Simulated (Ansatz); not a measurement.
# HfCo: energy above lowest point against volume scale

All results are calculated (Ansatz 0.2.0). Free energy against uniform scaling of the volume at fixed shape and fractions; periodic cell, basis, potentials, k mesh and filling as listed.

The cell before it is scaled or strained (space group Pm-3m, No. 221):
```
cell vectors (Å)
   3.1640     0.0000     0.0000
   0.0000     3.1640     0.0000
   0.0000     0.0000     3.1640
atoms (fractions of the cell vectors)
Hf  0.50000  0.50000  0.50000
Co  0.00000  0.00000  0.00000
```

Settings of every row: functional PBEsol; dispersion none; potentials all-electron LAPW; k mesh 9x9x9; k shift 0x0x0; occupations fermi dirac; smearing width 0.05 eV; spin collinear; basis error target 0.001 eV/atom; SCF threshold exponent -10.

Limits: coarse k mesh, up to 40 meV an atom off; no spin-orbit coupling, which can matter with elements this heavy; with one magnetic atom in the cell only parallel moments are possible.

| row | volume scale | V (Å³/atom) | energy above lowest point (meV/atom) |
| --- | --- | --- | --- |
| 1 | 0.94 | 14.887 | 0 |
| 2 | 0.97 | 15.362 | ? |
| 3 | 1 | 15.837 | 19.4 |
| 4 | 1.03 | 16.312 | 44.5 |
| 5 | 1.06 | 16.787 | 79.7 |

Question: what energy above lowest point should row 2 give?

Worked fit of energy above lowest point. Take u = (V_r/V)^(2/3) − 1 with V_r = 16.075 Å³ an atom, which is twice the finite (Eulerian) strain; such expansions in the strain, on which the Birch-Murnaghan equation of state is built, carry the rest volume and the bulk modulus. The shown rows have u = 0.05252, 0.00999, -0.00971, -0.02848. Least squares give energy above lowest point = 30.85 − 1314.6 × u + 13864 × u² meV/atom; a straight line predicts inner rows, each left out in turn, worse (root mean square 14 against 0.86 meV/atom). The rows lie off it by 0.0, 0.3, -0.4, 0.2. The withheld row has u = 0.03071, so the fit gives 30.85 − 1314.6 × (0.03071) + 13864 × (0.03071)² = 3.6 meV/atom.

The calculation gave 2.2 meV/atom. The fit lies 1.4 meV/atom (64 % of the value, 1.8 % of the column's range) above it; its largest miss of a shown row is 0.4 meV/atom.
